**Question: Does averaging $4\pi/q^2$ over the mini-zone remove the leading k-point error of exact exchange?**

My plane-wave code replaces the divergent $\mathbf q+\mathbf G=0$ term of the Fock operator by the average of $4\pi/q^2$ over a small sphere around $\Gamma$. My hybrid and Hartree–Fock gaps for CsCl still drift linearly in $1/n$ on $n\times n\times n$ meshes. Should the average not have removed this? What is left over, and how large is it on a $4\times4\times4$ mesh?

---

**Answer**

The average removes most of the $1/n$ term but not all of it. For a cubic mesh the sphere supplies $2.4814/L$, the correct coefficient is the Madelung value $2.8373/L$, and $0.3559/L$ remains, with $L=na\propto N_k^{1/3}$. The reason is that the cells next to the origin are also integrated poorly, at the same order in $1/L$.

## 1. Premises and conventions

Hartree atomic units are used until the last section; there $1/L$ becomes $e^2/(4\pi\varepsilon_0L)$.

1. The cell volume is $\Omega$ and the uniform mesh has $N_k$ points. This is equivalent to a Born–von Kármán supercell of volume $V=N_k\Omega$ with lattice vectors $\mathbf R$. Differences of mesh points plus reciprocal lattice vectors, $\mathbf Q=\mathbf q+\mathbf G$, form the reciprocal lattice of the supercell, whether or not the mesh is shifted. For a simple cubic crystal $V=L^3$ and $\mathbf Q=2\pi\mathbf n/L$ with integer $\mathbf n$.
2. The system is a spin-restricted insulator, and the projector $P_{\mathbf k}$ on the occupied cell-periodic functions $u_{m\mathbf k}$ is a smooth function of $\mathbf k$.
3. The orbitals are held fixed while sum and integral are compared.

With orbitals normalised over $V$ and the periodic kernel $V^{-1}\sum_{\mathbf Q}(4\pi/Q^2)e^{i\mathbf Q\cdot(\mathbf r-\mathbf r')}$, the exchange contribution to level $n\mathbf k$ is

$$\Sigma_{n\mathbf k}=-\frac1V\sum_{\mathbf Q}\frac{4\pi}{Q^2}F(\mathbf Q),\qquad F(\mathbf Q)=\sum_m^{\rm occ}\left|\langle\psi_{m,\mathbf k-\mathbf Q}|e^{-i\mathbf Q\cdot\mathbf r}|\psi_{n\mathbf k}\rangle\right|^2=\langle u_{n\mathbf k}|P_{\mathbf k-\mathbf Q}|u_{n\mathbf k}\rangle .$$

The $\mathbf Q=0$ term diverges. Define the target and the computable part:

$$\mathcal I=\int\!\frac{d^3Q}{(2\pi)^3}\frac{4\pi}{Q^2}F,\qquad \mathcal S=\frac1V\sum_{\mathbf Q\ne0}\frac{4\pi}{Q^2}F .$$

The infinite crystal has $\Sigma=-\mathcal I$.

**Small-$Q$ form of $F$.** For an occupied level $F=1-\|(1-P_{\mathbf k-\mathbf Q})u_{n\mathbf k}\|^2$, and for an empty one $F=\|P_{\mathbf k-\mathbf Q}u_{n\mathbf k}\|^2$. The vector inside each norm vanishes linearly in $Q$, so

$$F=F_0+f_{ij}Q_iQ_j+O(Q^3),\qquad f_2\equiv\tfrac13\,{\rm tr}f,$$

with $F_0=1$, $f_2=-\sigma_v^2\le0$ for occupied levels and $F_0=0$, $f_2=+\sigma_c^2\ge0$ for empty ones. The value of $F_0$ follows from orthonormality alone, so it is the same for pseudopotential, PAW and mixed-basis pair densities, provided the augmentation charges carry the correct monopole.

A scheme that changes only the $\mathbf Q=0$ term sets $\Sigma=-\mathcal S-F_0\chi$ with some constant $\chi$. As an operator the added term is $-\chi P_{\mathbf k}$. It commutes with the density matrix, so it leaves the self-consistent orbitals unchanged, lowers all occupied levels by $\chi$, and lowers the exchange energy per cell (half the sum of $\Sigma$ over the $N_e$ electrons) by $N_e\chi/2$.

## 2. The sphere average

Each $\mathbf Q$ owns a mini-zone of volume $(2\pi)^3/V$. A sphere of the same volume has

$$\frac{4\pi}{3}q_c^3=\frac{(2\pi)^3}{N_k\Omega}\quad\Rightarrow\quad q_c=\left(\frac{6\pi^2}{N_k\Omega}\right)^{1/3}.$$

The average of the kernel is

$$\left\langle\frac{4\pi}{q^2}\right\rangle=\frac{3}{4\pi q_c^3}\int_0^{q_c}\frac{4\pi}{q^2}\,4\pi q^2dq=\frac{12\pi}{q_c^2}.$$

Dividing by $V=6\pi^2/q_c^3$,

$$\chi_{\rm sph}=\frac{q_c^3}{6\pi^2}\,\frac{12\pi}{q_c^2}=\frac{2q_c}{\pi}=\frac{2}{\pi}\,\frac{3.8978}{V^{1/3}}=\frac{2.4814}{V^{1/3}} .$$

## 3. The true cubic mini-zone

With $\mathbf q=2\pi\mathbf x/L$,

$$\chi_{\rm cube}=\int_{\rm cube}\frac{d^3q}{(2\pi)^3}\frac{4\pi}{q^2}=\frac{C}{\pi L},\qquad C=\int_{[-1/2,1/2]^3}\frac{d^3x}{x^2}.$$

In spherical coordinates the radial integral gives $C=\int r(\hat{\mathbf x})\,d\omega$, with $r$ the distance to the surface and $d\omega$ the solid-angle element. On a face parametrised as $\tfrac12(u,v,1)$ one has $r=\tfrac12\sqrt{1+u^2+v^2}$ and $d\omega=du\,dv\,(1+u^2+v^2)^{-3/2}$. Six faces of four quadrants each give

$$C=12\int_0^1\!\!\int_0^1\frac{du\,dv}{1+u^2+v^2}=7.6741,\qquad \chi_{\rm cube}=\frac{2.4427}{L}.$$

The sphere exceeds this by $0.0387/L$, as it must exceed it: at fixed volume a sphere maximises the integral of a radially decreasing function.

## 4. The correct constant

Subtract a Gaussian with the same value at the origin, $g=e^{-Q^2/4\eta^2}$ with $\eta$ fixed. This is the auxiliary-function idea of Gygi and Baldereschi (1986). Write $F=F_0\,g+(F-F_0\,g)$.

**Gaussian part.** The integral is

$$\int\!\frac{d^3Q}{(2\pi)^3}\frac{4\pi}{Q^2}g=\frac2\pi\int_0^\infty e^{-Q^2/4\eta^2}dQ=\frac{2\eta}{\sqrt\pi}.$$

Define

$$\xi=\frac{2\eta}{\sqrt\pi}-\frac1V\sum_{\mathbf Q\ne0}\frac{4\pi}{Q^2}e^{-Q^2/4\eta^2}+\frac{\pi}{\eta^2V}-\sum_{\mathbf R\neq0}\frac{{\rm erfc}(\eta R)}{R}.$$

Differentiate term by term. The first and fourth terms combine into a sum over all $\mathbf R$, the second and third into a sum over all $\mathbf Q$:

$$\frac{d\xi}{d\eta}=\frac{2}{\sqrt\pi}\sum_{\mathbf R}e^{-\eta^2R^2}-\frac{2\pi}{\eta^3V}\sum_{\mathbf Q}e^{-Q^2/4\eta^2}=0 .$$

The last step is Poisson summation, $\sum_{\mathbf R}e^{-\eta^2R^2}=V^{-1}(\pi/\eta^2)^{3/2}\sum_{\mathbf Q}e^{-Q^2/4\eta^2}$. So $\xi$ depends only on the supercell. It is the Ewald expression for minus the potential that a unit point charge feels from its images and a neutralising background. For the cube choose $\eta=\sqrt\pi/L$, which turns the first term into $2/L$ and the third into $1/L$:

$$\xi L=3-\sum_{\mathbf n\ne0}\frac{e^{-\pi n^2}}{\pi n^2}-\sum_{\mathbf n\ne0}\frac{{\rm erfc}(\sqrt\pi\,n)}{n}=3-0.08617-0.07653=2.8373 .$$

At fixed $\eta$ and large $L$ the erfc sum is exponentially small, so integral minus sum for the Gaussian part equals $F_0[\xi-\pi/(\eta^2V)]$.

**Remainder.** The function $h=4\pi(F-F_0g)/Q^2$ is bounded. Near the origin it splits into four pieces.

- An isotropic constant $h_0=4\pi[f_2+F_0/4\eta^2]$. A smooth function with this value at the origin is integrated by the full lattice sum up to terms that fall faster than any power of $1/L$ (Poisson again). $\mathcal S$ omits the origin, so integral minus sum is $h_0/V$.
- The traceless part of $f_{ij}\hat Q_i\hat Q_j$. Multiplied by an isotropic cutoff, it vanishes both in the integral and in the sum over a cubic lattice.
- Odd terms, which cancel between $\mathbf Q$ and $-\mathbf Q$.
- Quartic terms over $Q^2$, homogeneous of degree 2. By scaling they contribute $L^{-3}L^{-2}$.

The $\eta$-dependent pieces, $-F_0\pi/\eta^2V$ and $+F_0\pi/\eta^2V$, cancel, which leaves

$$\mathcal I-\mathcal S=F_0\,\xi+\frac{4\pi f_2}{V}+O(L^{-5}).$$

## 5. The residual

Subtracting $-\mathcal I$ from $-\mathcal S-F_0\chi$,

$$\boxed{\;\Sigma^{\rm mesh}-\Sigma^{\infty}=F_0(\xi-\chi)+\frac{4\pi f_2}{V}+O(L^{-5})\;}$$

For the cubic supercell

$$\xi-\chi_{\rm sph}=\frac{0.3559}{L},\qquad \xi-\chi_{\rm cube}=\frac{0.3945}{L}.$$

The sphere misses 12.5 % of the $N_k^{-1/3}$ term on every mesh. Averaging over the true central cell is slightly worse, so the small advantage of the sphere is a cancellation and has no deeper meaning. At leading order occupied levels lie too high and empty levels are untouched. With a fraction $\alpha_x$ of exact exchange,

$$\delta E_g=-\alpha_x(\xi-\chi)+\alpha_x\frac{4\pi(\sigma_v^2+\sigma_c^2)}{V},\qquad \delta E_{\rm cell}=\alpha_x\frac{N_e}{2}\left[(\xi-\chi)-\frac{4\pi\bar\sigma_v^2}{V}\right],$$

where $\bar\sigma_v^2$ is averaged over occupied bands and $\mathbf k$. The two orders have opposite signs.

## 6. Where the missing piece sits

The sum $\mathcal S$ is a midpoint rule. For a cube of side $b=2\pi/L$, average minus midpoint value of a function $\phi$ is $(b^2/24)\nabla^2\phi$ at leading order, and $\nabla^2Q^{-2}=2Q^{-4}$. Cell $\mathbf n$ therefore contributes about

$$\frac1V\,\frac{4\pi b^2}{12\,Q^4}=\frac{1}{12\pi L\,n^4}.$$

The ratio $b/Q=1/n$ does not shrink as the mesh is refined, so each neighbour contributes at order $1/L$, as the central cell does. These terms are absolutely summable and add up to $\xi-\chi_{\rm cube}$.

This can be made quantitative by averaging the kernel over every cell of a block of $M^3$ cells, $M$ odd. The integral over the block is $M$ times that over one cube, because $\int d^3x/x^2$ scales as a length, so to order $1/L$ the scheme is equivalent to

$$\chi_ML=\frac1\pi\Big[MC-\sum_{\mathbf n\in{\rm block},\,\mathbf n\neq0}\frac1{n^2}\Big].$$

For $M=3$ the sum is $6+12/2+8/3$ and $\chi_3L=2.6597$, residual $0.1776$. For $M=5$ the sum is $29.8$ and $\chi_5L=2.7281$, residual $0.1092$. For large $M$, integrate $1/(12\pi n^4)$ outside the block. The radial integral gives $1/r$ with $r=\tfrac M2\sqrt{1+u^2+v^2}$, so

$$(\xi-\chi_M)L\to\frac{4}{\pi M}\int_0^1\!\!\int_0^1\frac{du\,dv}{(1+u^2+v^2)^2}=\frac{4}{\pi M}\,\frac{\arctan(1/\sqrt2)}{\sqrt2}=\frac{0.5541}{M}.$$

The products $M(\xi-\chi_M)L$ are $0.533$ and $0.546$ for $M=3$ and $5$, approaching this limit. Any fixed number of averaged cells leaves a $1/L$ term. Setting $\chi=\xi$ removes it at the cost of one Ewald sum.

For $M>1$ the kernel changes at points $\mathbf Q\ne0$, where $F\ne F_0$, so the added operator is not of the form $-\chi P_{\mathbf k}$ and acts on empty levels too. The averaged kernel in cell $\mathbf n$ is $4\pi c_{\mathbf n}/b^2$ with $c_{\mathbf n}=\int_{{\rm cell}\ \mathbf n}d^3x/x^2$. Weighting its change with $f_{ij}Q_iQ_j$, whose traceless part cancels over the cubic block, gives at fixed orbitals

$$\Sigma=-\mathcal S-F_0\chi_M-\kappa_M\frac{4\pi f_2}{V}+O(L^{-5}),\qquad \kappa_M=\sum_{\mathbf n\in{\rm block},\,\mathbf n\neq0}\left(n^2c_{\mathbf n}-1\right).$$

Numerical integration over the cells puts $\kappa_3$ between 1.1 and 1.2, so the extra term is of the size of the $1/V$ term of section 5 and opposite in sign.

## 7. Size of the $1/V$ term

For a local Hamiltonian, $\mathbf k\cdot\mathbf p$ theory gives $-f_{xx}=\sum_c|p^x_{cv}|^2/(E_c-E_v)^2$. The f-sum rule for filled bands says that $\sum_c2|p^x_{cv}|^2/(E_c-E_v)$ averages to 1 over bands and $\mathbf k$: terms between occupied bands cancel in pairs, and band curvatures average to zero over the zone. Since $E_c-E_v\ge E_g$,

$$\bar\sigma_v^2\le\frac{1}{2E_g}\quad\left(\frac{\hbar^2}{2m_eE_g}\ \text{in ordinary units}\right),$$

the localisation bound of Souza, Wilkens and Martin (2000). With nonlocal pseudopotentials or Fock exchange the sum rule is modified, and single band-edge states are not bounded by an average, so below this serves as a scale only.

## 8. Range of validity

- **Insulators only.** In a metal $F$ jumps where $\mathbf k-\mathbf Q$ crosses the Fermi surface, and section 4 fails.
- **Resolved pair densities.** The expansion needs $q_c^2\sigma^2\ll1$. Narrow-gap band edges have large $\sigma^2$, and the $1/V$ term may then rival the residual.
- **Uniform meshes in three dimensions, with $\mathbf k$ on the mesh.** $\chi_{\rm sph}$ depends only on $V$, whereas $\xi$ depends on the supercell shape. The coefficients 2.8373, 2.4427 and 0.3559 hold for a cube. For other shapes $\xi$ must be recomputed from section 4, and for non-cubic lattices the traceless part of $f_{ij}$ also enters at order $1/V$.
- **Unscreened kernel.** A short-range kernel $4\pi(1-e^{-Q^2/4\mu^2})/Q^2$ tends to $\pi/\mu^2$ at the origin and has no $1/L$ term.
- **Fixed orbitals.** Premise 3 matters for the comparison with the infinite crystal. The difference between two choices of $\chi$ on the same mesh is exact, by the commutation argument of section 1.

## 9. CsCl on a $4\times4\times4$ mesh

CsCl has a simple cubic lattice with two atoms per cell. With the compiled $a=4.123$ Å (300 K, Wikipedia): $L=16.492$ Å, $\Omega=70.09$ Å$^3$, $V=64\,\Omega=4485.6$ Å$^3$, $q_c=0.2363$ Å$^{-1}$, $12\pi/q_c^2=674.9$ Å$^2$ and $e^2/(4\pi\varepsilon_0L)=0.8731$ eV. For full exchange:

| treatment | $\chi L$ | $\chi$ (eV) | $\xi-\chi$ (eV) |
|---|---|---|---|
| term dropped | 0 | 0 | 2.477 |
| cube average | 2.4427 | 2.133 | 0.344 |
| sphere average | 2.4814 | 2.167 | 0.311 |
| 27 cells averaged | 2.6597 | 2.322 | 0.155 |
| Ewald constant | 2.8373 | 2.477 | 0 |

**Gap.** Relative to the Ewald choice, the sphere lowers a Hartree–Fock gap by 0.311 eV and a PBE0 gap ($\alpha_x=1/4$) by 0.078 eV. A dielectric-dependent hybrid with $\alpha_x=1/\varepsilon_\infty$ and the compiled $\varepsilon_\infty=2.63$ (Pishtshev 2010) loses 0.118 eV, which is 1.4 % of the compiled gap of 8.3 eV (Aguado 1998). The electronic constant is the relevant one because the ions are clamped. Bringing the Hartree–Fock residual below 0.05 eV by mesh refinement alone needs $n>24.9$.

**Neglected term.** Using the compiled gap as a stand-in for $E_g$ gives $\sigma^2\approx0.46$ Å$^2$, $q_c^2\sigma^2\approx0.026$ and $4\pi\sigma^2e^2/(4\pi\varepsilon_0V)\approx0.019$ eV. If both band edges have this $\sigma^2$, the gap rises by 0.037 eV at full exchange, 12 % of the residual and opposite in sign. For the dropped, cube, sphere and Ewald rows the last column of the table is exact as a difference between schemes, but as a departure from the converged gap the sphere entry means about 0.3 eV. The 27-cell row holds only to order $1/L$: with the same $\sigma^2$ the $\kappa_3$ term of section 6 raises occupied and lowers empty levels by about 0.02 eV each, which narrows the gap by a further 0.04 eV relative to the Ewald choice.

**Energy and structure.** Assume a pseudopotential with nine valence electrons on Cs and seven on Cl, $N_e=16$, and $\alpha_x=1/4$. The sphere leaves $\delta E_{\rm cell}=0.62$ eV. Since this scales as $\Omega^{-1/3}$ at fixed $N_k$, it acts as a spurious pressure

$$\delta P=-\frac{d\,\delta E_{\rm cell}}{d\Omega}=\frac{\delta E_{\rm cell}}{3\Omega}=0.47\ {\rm GPa}.$$

The compiled $C_{11}=36.4$ GPa and $C_{12}=8.8$ GPa (Liu 2023) give $B=(C_{11}+2C_{12})/3=18.0$ GPa. In linear elasticity the model's lattice constant then shifts by $\delta a/a=\delta P/3B\approx+0.9$ % relative to the Ewald choice. The $1/V$ term, common to both schemes, contributes about $-0.08$ GPa if $\bar\sigma_v^2$ is held at the value above. These figures are the model's and describe the discretisation for the assumed electron count and mixing fraction. The 0.62 eV, 0.47 GPa and 0.9 % scale in proportion to $\alpha_xN_e/n$, the $-0.08$ GPa in proportion to $\alpha_xN_e/n^3$.